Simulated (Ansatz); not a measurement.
From C to Sn: the dipole moment

Gas-phase molecules, one atom swapped for its congeners: C2H3F3 (1,1,1-trifluoroethane) `CC(F)(F)F`; SiH3(CF3); GeH3(CF3) (trifluoromethylgermane); SnH3(CF3). All are singlets with charge 0.

Shapes, held fixed at every level: PBE0-D4/def2-TZVP. Programs: Ansatz 0.2.0. Values in D.

```json
{"level": "PBE-D4/def2-TZVPP", "C2H3F3": "2.14", "SiH3(CF3)": "1.91", "SnH3(CF3)": "2.04"}
{"level": "r2SCAN-D4/def2-TZVPP", "C2H3F3": "2.23", "SiH3(CF3)": "2.03", "SnH3(CF3)": "2.18"}
{"level": "B3LYP-D4/def2-TZVPP", "C2H3F3": "2.29", "SiH3(CF3)": "2.17", "SnH3(CF3)": "2.35"}
{"level": "wB97M-V/def2-TZVPP", "C2H3F3": "2.28", "SiH3(CF3)": "2.20", "SnH3(CF3)": "2.43"}
{"level": "measured", "C2H3F3": "2.32", "SiH3(CF3)": "–", "SnH3(CF3)": "–"}
```

Estimate the column for GeH3(CF3) from its neighbours.

The mean of the neighbours at wB97M-V/def2-TZVPP is 2.32 D, against 2.23 from the run: the member lies nearer Si. All rows: PBE-D4/def2-TZVPP 1.91; r2SCAN-D4/def2-TZVPP 2.03; B3LYP-D4/def2-TZVPP 2.18; wB97M-V/def2-TZVPP 2.23 D. At wB97M-V/def2-TZVPP the dipole moment isn't monotonic: it is largest for Sn and smallest for Si (2.43 and 2.20 D). 2 of 4 levels show this order throughout; 2 agree on the largest and the smallest. Measured values: NIST CCCBDB. For atoms past krypton def2 sets carry core potentials with scalar relativity. Relativity is left out for Ge.

The dipole moment falls from C to Si and rises from Ge to Sn at every level, while Si and Ge are nearly indistinguishable. The minimum probably reflects two opposing contributions. Replacing carbon by a more electropositive atom makes the hydrogens hydridic, so the MH3 end opposes the pull of the CF3 group, whereas the M–C bond becomes more polar in the direction that reinforces it. For Sn, the longer bond and the more polarisable centre appear to tip the balance back towards a larger moment. Germanium's closeness to silicon fits the contraction caused by its filled 3d shell, which keeps the two similar in size and bond polarity and makes a simple average with Sn too high.

Whether Sn surpasses C is not settled: the two functionals without exact exchange put C first, the two hybrids Sn, possibly because exact exchange alters the charge separation between MH3 and CF3. The hybrids' close match to experiment for the carbon compound does not decide the matter, since the levels diverge most for Sn.
